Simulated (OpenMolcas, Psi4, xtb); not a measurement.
# BSiH3OF2 (SMILES FB(F)O[SiH3]): methods side by side

The species is BSiH3OF2 (8 atoms), meant as a singlet with charge 0. SMILES: `FB(F)O[SiH3]`. The shape is that of a PBE0-D4/def2-TZVP optimisation.

```xyz
8

F     1.6446   -1.9362    1.0918
B     0.5857   -1.2617    0.6877
F    -0.6077   -1.7939    0.9224
O     0.7266   -0.0844    0.0648
Si   -0.3451    1.0149   -0.5682
H    -1.2346    1.5176    0.5061
H     0.4695    2.1165   -1.1249
H    -1.1469    0.3700   -1.6355
```

Quantity: the vertical energy of the triplet above the singlet, in eV. The values are calculated.

```json
{"level": "GFN0-xTB", "kind": "semi-empirical", "program": "xtb", "value (eV)": "5.62"}
{"level": "HF/cc-pVDZ", "kind": "Hartree–Fock", "program": "Psi4", "value (eV)": "8.62"}
{"level": "SVWN5/cc-pVDZ", "kind": "LDA", "program": "OpenMolcas", "value (eV)": "7.13"}
{"level": "PBE/cc-pVDZ", "kind": "GGA", "program": "OpenMolcas", "value (eV)": "7.22"}
{"level": "TPSS/cc-pVDZ", "kind": "meta-GGA", "program": "OpenMolcas", "value (eV)": "7.48"}
{"level": "M06-2X/cc-pVDZ", "kind": "hybrid meta-GGA", "program": "OpenMolcas", "value (eV)": "8.15"}
{"level": "MP2/cc-pVDZ", "kind": "perturbation theory", "program": "Psi4", "value (eV)": "8.52"}
```

The values span 5.62 to 8.62 eV. The xTB rows lack spin polarisation, so open shells miss the exchange term that lowers them. A triplet this far above the singlet is often a Rydberg-like or dissociative state; sets without diffuse functions put Rydberg states too high.

Every method places the triplet far above the singlet at this geometry, as expected for a saturated molecule with strong, polar B–F, B–O and Si–O bonds. The highest occupied levels are probably oxygen and fluorine lone pairs mixed with Si–H bonding character. The formally empty boron p orbital is a poor acceptor because π donation from its three electronegative neighbours pushes it up, so unpairing electrons is costly.

Among the density functionals the gap rises steadily from 7.13 eV with SVWN5 to 8.15 eV with M06-2X, the largest step coming with the hybrid, possibly because exact exchange separates occupied and empty levels more strongly. MP2 falls slightly below Hartree–Fock, against the simple expectation that correlation favours the state with more paired electrons. The GFN0-xTB value is the lowest, although its missing spin term should raise the triplet, so that omission cannot explain the outlier. The vertical gap does not fix the adiabatic one, which could be much smaller if the triplet relaxes by stretching a bond.
